\section*{The quadratic truncation behind the Dimmock edge masses: holes in SnTe}

The Dimmock edge masses and the camel-back condition come from cutting the dispersion at order $k^2$. A carrier density is an integral over finite $k$, and as-grown SnTe is heavily $p$-type through tin vacancies. The order-$k^4$ term therefore decides how far an edge mass can be used in carrier statistics. It also fixes where the band extremum goes once it has left L.

\subsection*{Model and conventions}

At each of the four L points of the rock-salt zone, take $k_l$ along $\langle 111\rangle$ and $k_t$ perpendicular to it. The two Kramers doublets $L_6^-$ and $L_6^+$ are kept exactly. All other bands enter through constant, positive far-band masses $m^-_i$ and $m^+_i$, with $i=t,l$. Energy is counted from midgap and $E_g=E(L_6^-)-E(L_6^+)$, positive in PbTe and negative in SnTe. With Pauli matrices acting on the doublet index,
\begin{equation}
H=\begin{pmatrix} E_g/2+A & M\\ M^\dagger & -E_g/2-B\end{pmatrix},\qquad
M=P_t(k_x\sigma_x+k_y\sigma_y)+P_lk_l\sigma_z .
\end{equation}
$P_i$ has units of eV\,\AA. Define $T_i=\hbar^2k_i^2/2m_0$ with $\hbar^2/2m_0=3.81$ eV\,\AA$^2$, the Kane energies $E_{Pi}=2m_0P_i^2/\hbar^2$, and the inverse masses $\mu_i^\pm=m_0/m_i^\pm$. Then
\begin{equation}
A=\sum_i\mu^-_iT_i,\qquad B=\sum_i\mu^+_iT_i,\qquad MM^\dagger=W=\sum_iE_{Pi}T_i .
\end{equation}
Since $MM^\dagger$ is a multiple of the unit matrix, each band is doubly degenerate and
\begin{equation}
(E-E_g/2-A)(E+E_g/2+B)=W .
\end{equation}
For $E_g>0$ the conduction edge is $L_6^-$, and to order $k^2$ along one axis $1/m=2P^2/(\hbar^2E_g)+1/m^-$. After inversion the conduction edge is $L_6^+$, which keeps its downward far-band curvature, so $1/m=2P^2/(\hbar^2|E_g|)-1/m^+$. The valence edge is then $L_6^-$, which keeps its upward far-band curvature.

For the inverted valence band write $G=|E_g|$ and measure the hole energy downward from the edge, $\varepsilon=-G/2-E$. The secular equation and its valence root become
\begin{equation}
(\varepsilon+A)(G+\varepsilon-B)=W,
\label{eq:sec}
\end{equation}
\begin{equation}
\varepsilon=-\frac{G}{2}-\frac{A-B}{2}+\sqrt{\frac{(G-A-B)^2}{4}+W}.
\label{eq:root}
\end{equation}

\subsection*{Where the assumption enters}

Write the radicand as $G^2/4+y$ with $y=W-GS/2+S^2/4$ and $S=A+B$. Then $\sqrt{G^2/4+y}=G/2+y/G-y^2/G^3+\dots$. Keeping only terms linear in $A$, $B$ and $W$, all of which are of order $k^2$, gives
\begin{equation}
\varepsilon_2=\frac{W}{G}-A=\sum_i\mu_iT_i,\qquad \mu_i=\frac{m_0}{m_i}=\frac{E_{Pi}}{G}-\mu^-_i .
\end{equation}
This is the hole edge mass $1/m=2P^2/(\hbar^2G)-1/m^-$. It changes sign at $G_c=2P^2m^-/\hbar^2=E_P/\mu^-$. The truncation assumes that $A$, $B$ and $W/G$ are each small against $G$. After inversion this is stricter than $\varepsilon\ll G$, because $\varepsilon_2$ is a difference and both of its terms can exceed it.

The camel-back condition itself survives when the truncation is dropped. Along any ray from L, with $T=T_t+T_l$, one has $A=\mu^-T$, $B=\mu^+T$ and $W=E_PT$, where the coefficients are averages of the axis values with common weights. Setting $\varepsilon=0$ in Eq.~(\ref{eq:sec}) leaves, besides $T=0$, the single root $T_1=(\mu^-G-E_P)/(\mu^-\mu^+)$. At large $T$, Eq.~(\ref{eq:root}) grows as $\mu^+T$. A region of negative $\varepsilon$ must therefore end at a positive zero, which needs $T_1>0$, that is $G>E_P/\mu^-$. Because $\mu^-G-E_P$ is a weighted mean of the two axis values, it first turns positive on an axis. Within the model the per-axis condition is exact and global.

\subsection*{First correction}

The terms of order $k^4$ are $S^2/4G$ from $y/G$ and $-(W-GS/2)^2/G^3$ from $-y^2/G^3$. The $S^2$ pieces cancel, leaving
\begin{equation}
\varepsilon_4=\frac{W}{G^2}\left(A+B-\frac{W}{G}\right)=\frac{W}{G^2}\,(B-\varepsilon_2).
\label{eq:e4}
\end{equation}
Without far bands this is $-\varepsilon_2^2/G$, the two-band Kane result. With them, the $B$ term opposes the Kane flattening. At threshold, where $\varepsilon_2=0$ on the axis, $\varepsilon_4=WB/G^2>0$. The valence band is then closed off by $m^+$, the far-band mass of the other level, which does not appear in the edge mass at all.

For $\mu_t,\mu_l>0$, rescale $k$ so that the surfaces of constant $\varepsilon_2$ are spheres: $\mu_tT_t=\varepsilon_2\sin^2\theta$ and $\mu_lT_l=\varepsilon_2\cos^2\theta$. Put $A=a\varepsilon_2$ and $B=b\varepsilon_2$, so that $W/G=(1+a)\varepsilon_2$, with
\begin{equation}
a=a_t\sin^2\theta+a_l\cos^2\theta,\quad b=b_t\sin^2\theta+b_l\cos^2\theta,\quad a_i=\mu^-_i/\mu_i,\quad b_i=\mu^+_i/\mu_i .
\end{equation}
In the usual convention $\varepsilon(1+\alpha\varepsilon)=\varepsilon_2$, one has $\varepsilon_4=-\alpha\varepsilon_2^2$, and Eq.~(\ref{eq:e4}) gives
\begin{equation}
\alpha(\theta)=\frac{(1+a)(1-b)}{G}=\alpha_t\sin^4\theta+\alpha_{tl}\sin^2\theta\cos^2\theta+\alpha_l\cos^4\theta,
\end{equation}
where $G\alpha_i=(1+a_i)(1-b_i)$ and $G\alpha_{tl}=(1+a_t)(1-b_l)+(1+a_l)(1-b_t)$. The nonparabolicity is negative where the hole edge mass exceeds $m^+$.

The number of states within $\varepsilon$ of the edge is a volume in the rescaled space, proportional to the solid-angle average $\langle\varepsilon_2^{3/2}\rangle$. With four valleys, two spin states and $m_d=(m_t^2m_l)^{1/3}$,
\begin{equation}
N(\varepsilon)=N_0(\varepsilon)\left(1+\tfrac32\bar\alpha\varepsilon+\dots\right),\qquad
N_0=\frac{4\,(2m_d\varepsilon)^{3/2}}{3\pi^2\hbar^3},
\end{equation}
\begin{equation}
\bar\alpha=\frac{8\alpha_t+2\alpha_{tl}+3\alpha_l}{15},
\end{equation}
from $\langle\sin^4\theta\rangle=8/15$, $\langle\sin^2\theta\cos^2\theta\rangle=2/15$ and $\langle\cos^4\theta\rangle=1/5$. Differentiating, the density of states is the parabolic one times $1+\tfrac52\bar\alpha\varepsilon$. Integrating against the Fermi function, with $\Gamma(5/2)/\Gamma(3/2)=3/2$,
\begin{equation}
p=N_v\left[F_{1/2}(\eta)+\tfrac{15}{4}\,\bar\alpha k_BT_0\,F_{3/2}(\eta)\right],\qquad
N_v=8\left(\frac{2\pi m_dk_BT_0}{h^2}\right)^{3/2}.
\label{eq:p}
\end{equation}
Here $T_0$ is the temperature, $\eta=\varepsilon_F/k_BT_0$ is positive inside the valence band, and $F_j$ includes the factor $1/\Gamma(j+1)$.

The model can also be counted without expansion. With $\tau=\varepsilon_2/\varepsilon$ and $e=\varepsilon/G$, Eq.~(\ref{eq:sec}) reads $ab\,e\,\tau^2+\kappa\tau-(1+e)=0$ with $\kappa=1+(b-a)e$. It has one positive root, so
\begin{equation}
\tau=\frac{2(1+e)}{\kappa+\sqrt{\kappa^2+4ab\,e(1+e)}},\qquad \frac{N}{N_0}=\int_0^1\tau^{3/2}\,d(\cos\theta).
\label{eq:exact}
\end{equation}
For $e\to\infty$, $\tau\to1/b$. Deep holes follow a parabola of mass $m^+$, so $N/N_0$ saturates, whereas the Kane factor $(1+e)^{3/2}$ grows without bound.

\subsection*{Size in the SnTe valence band}

The compiled room-temperature gap at L is $G=0.18$ eV (Singh 2010) and the compiled lattice constant is $6.316$ \AA{} (Maiti 2022). The band parameters are assumed inputs, an approximate set typical of PbTe at low temperature and carried over unchanged: $E_{Pt}=6.02$ eV, $E_{Pl}=0.54$ eV, $m_t^-=0.060$, $m_l^-=0.505$, $m_t^+=0.102$ and $m_l^+=0.92$, masses in units of $m_0$. They correspond to $P_t=4.8$ and $P_l=1.4$ eV\,\AA. All numbers below are the model's, not the material's.

\begin{center}
\begin{tabular}{lccccccccc}
axis & $E_P/G$ & $\mu^-$ & $\mu^+$ & $\mu$ & $m/m_0$ & $G_c$ (eV) & $a$ & $b$ & $\alpha$ (eV$^{-1}$)\\ \hline
$t$ & 33.4 & 16.7 & 9.80 & 16.8 & 0.060 & 0.36 & 0.99 & 0.58 & 4.6\\
$l$ & 3.00 & 1.98 & 1.09 & 1.02 & 0.98 & 0.27 & 1.94 & 1.07 & $-1.1$\\
\end{tabular}
\end{center}

That $m_t$ rounds to the same figure as $m_t^-$ is a coincidence of the inputs. Both thresholds exceed $0.18$ eV, so the model keeps the maximum at L. The cross term is $\alpha_{tl}=6.1$ eV$^{-1}$ and the average is $\bar\alpha=3.0$ eV$^{-1}$, against the Kane value $1/G=5.6$ eV$^{-1}$. The single-valley mass is $m_d=0.152\,m_0$, or $4^{2/3}m_d=0.38\,m_0$ for the four valleys together.

\emph{Nondegenerate limit at 300 K.} This limit would apply only to a crystal compensated until the Fermi level lies in the gap, which is $7.0\,k_BT_0$ wide with $k_BT_0=25.9$ meV. The parabolic value is $N_v=5.9\times10^{18}$ cm$^{-3}$. For $\eta\ll0$ both Fermi integrals equal $e^\eta$, and Eq.~(\ref{eq:p}) multiplies $N_v$ by $1+\tfrac{15}{4}\bar\alpha k_BT_0=1.30$. Integrating $p$ by parts turns the full factor into the average of $N/N_0$ with weight $x^{3/2}e^{-x}/\Gamma(5/2)$, $x=\varepsilon/k_BT_0$. Equation~(\ref{eq:exact}) then gives $1.20$, an effective $N_v$ of $7.1\times10^{18}$ cm$^{-3}$. The same first-order formula with $\alpha=1/G$ gives $1.54$.

\emph{Degenerate holes.} For a sharp Fermi surface $p=N(\varepsilon_F)$, with $G$ held at $0.18$ eV. Densities are in $10^{19}$ cm$^{-3}$.

\begin{center}
\begin{tabular}{cccccc}
$\varepsilon_F$ (eV) & $N_0$ & $1+\tfrac32\bar\alpha\varepsilon_F$ & $N/N_0$, Eq.~(\ref{eq:exact}) & $(1+e)^{3/2}$ & $N$\\ \hline
0.02 & 0.30 & 1.09 & 1.08 & 1.17 & 0.33\\
0.05 & 1.2 & 1.23 & 1.18 & 1.44 & 1.4\\
0.10 & 3.4 & 1.46 & 1.29 & 1.94 & 4.4\\
0.20 & 9.6 & 1.91 & 1.41 & 3.07 & 13\\
\end{tabular}
\end{center}

The first correction describes the model well at 20 meV, is usable at 50 meV, and overshoots beyond that because the band bends over to the $m^+$ parabola. At $p=1.3\times10^{20}$ cm$^{-3}$ the parabolic band places the Fermi level $0.25$ eV deep where the model has $0.20$ eV. Thermal smearing at 300 K adds a relative $(\pi^2/8)(k_BT_0/\varepsilon_F)^2=0.021$ to the parabolic density in the last row. In the first two rows $\varepsilon_F$ is comparable to $k_BT_0$, and Eq.~(\ref{eq:p}) must be used. Attaching a Kane factor to the inverted edge mass more than doubles the model's density at $0.20$ eV. The heavy valence band along $\Sigma$, typically about $0.3$ to $0.4$ eV below the L edge, is outside the model and limits it to roughly the range tabulated.

\emph{Beyond threshold.} On an axis with $\mu<0$, Eq.~(\ref{eq:e4}) gives $\varepsilon=-|\mu|T+(E_P/G^2)(\mu^++|\mu|)T^2$. Setting the derivative to zero,
\begin{equation}
T_m=\frac{|\mu|G^2}{2E_P(\mu^++|\mu|)},\qquad \Delta=\tfrac12|\mu|T_m,\qquad k_m=\sqrt{2m_0T_m}/\hbar ,
\end{equation}
where $\Delta$ is the height of the displaced maxima above the L level. Near threshold $k_m\propto(G-G_c)^{1/2}$ and $\Delta\propto(G-G_c)^2$. Take $G=0.30$ eV, an approximate low-temperature magnitude, and ignore the rhombohedral distortion that SnTe can show when cold. Then $\mu_l=-0.18$ while $\mu_t=3.4$ stays positive. The quartic form gives $T_m=11.9$ meV, $k_m=0.056$ \AA$^{-1}$ and $\Delta=1.1$ meV. Minimising Eq.~(\ref{eq:root}) gives $0.057$ \AA$^{-1}$ and again $1.1$ meV, or $13$ K in temperature units. The transverse inverse mass at the displaced point, $\partial\varepsilon/\partial T_t=4.8$, is positive, so these are true maxima of the band, two per L point. The shift is small against the distance $\Gamma L=\sqrt3\pi/(6.316\ \text{\AA})=0.86$ \AA$^{-1}$. A hump of 1 meV is submerged by any Fermi level in the table. Its practical signature is a very flat band top along one axis, where the edge mass diverges and changes sign while the state count stays finite.

\subsection*{What else enters at the same order}

Equation~(\ref{eq:e4}) is the complete $k^4$ term of the Dimmock Hamiltonian, not of the crystal. Constant far-band masses are themselves a truncation. Model the partners of $L_6^-$ by one flat level a distance $D$ below the valence edge. Apart from the free-electron part, the far-band term then carries the denominator $D-\varepsilon$:
\begin{equation}
A(\varepsilon)=\sum_i\left[1+(\mu_i^--1)\frac{D}{D-\varepsilon}\right]T_i .
\end{equation}
Inserted in Eq.~(\ref{eq:sec}), the extra piece $(\mu^--1)T\varepsilon/D$ lowers $\varepsilon$ at order $k^4$ and adds
\begin{equation}
\delta\alpha_i=\frac{\mu_i^--1}{\mu_iD}
\end{equation}
on each axis. For an illustrative $D=1$ eV this is $0.93$ and $0.96$ eV$^{-1}$ on the $t$ and $l$ axes. This contribution is linear in $\sin^2\theta$ and $\cos^2\theta$, so its average, with weights $2/3$ and $1/3$, is $0.94$ eV$^{-1}$, or $0.3$ of $\bar\alpha$. Dispersion of the far levels and $k^3$ terms in $M$, which include trigonal warping, enter at the same order in $1/D$ and are not fixed by the six parameters. Relative to the stabilising term $WB/G^2$ they scale as $G/D$, so $k_m$ and $\Delta$ are good to tens of per cent at best, even for exact inputs. The average nonparabolicity should be read as $3\pm1$ eV$^{-1}$, and the sign of $\alpha_l$ is not determined.

The transferred inputs are the larger uncertainty, since $\mu_l=3.00-1.98$ is a difference of comparable terms. As typical knowledge and not as a measurement, transport fits of the SnTe light-hole band use a four-valley mass of roughly $0.15\,m_0$, so the model's $0.38\,m_0$ is about $2.5$ times heavier and its absolute densities at a given $\varepsilon_F$ are likely too high. Part of that difference arises because such fits extrapolate from degenerate samples to the edge with a Kane factor. Band calculations also commonly displace the SnTe maxima within the zone face, in the transverse direction, whereas this parameter set reaches threshold first on the longitudinal axis. The model's statement is thus a relative one: dropping the quadratic truncation raises the hole count by about 20 per cent for nondegenerate holes at 300 K and by about 40 per cent near $10^{20}$ cm$^{-3}$, and leaves the condition $G>2P^2m^-/\hbar^2$ unchanged.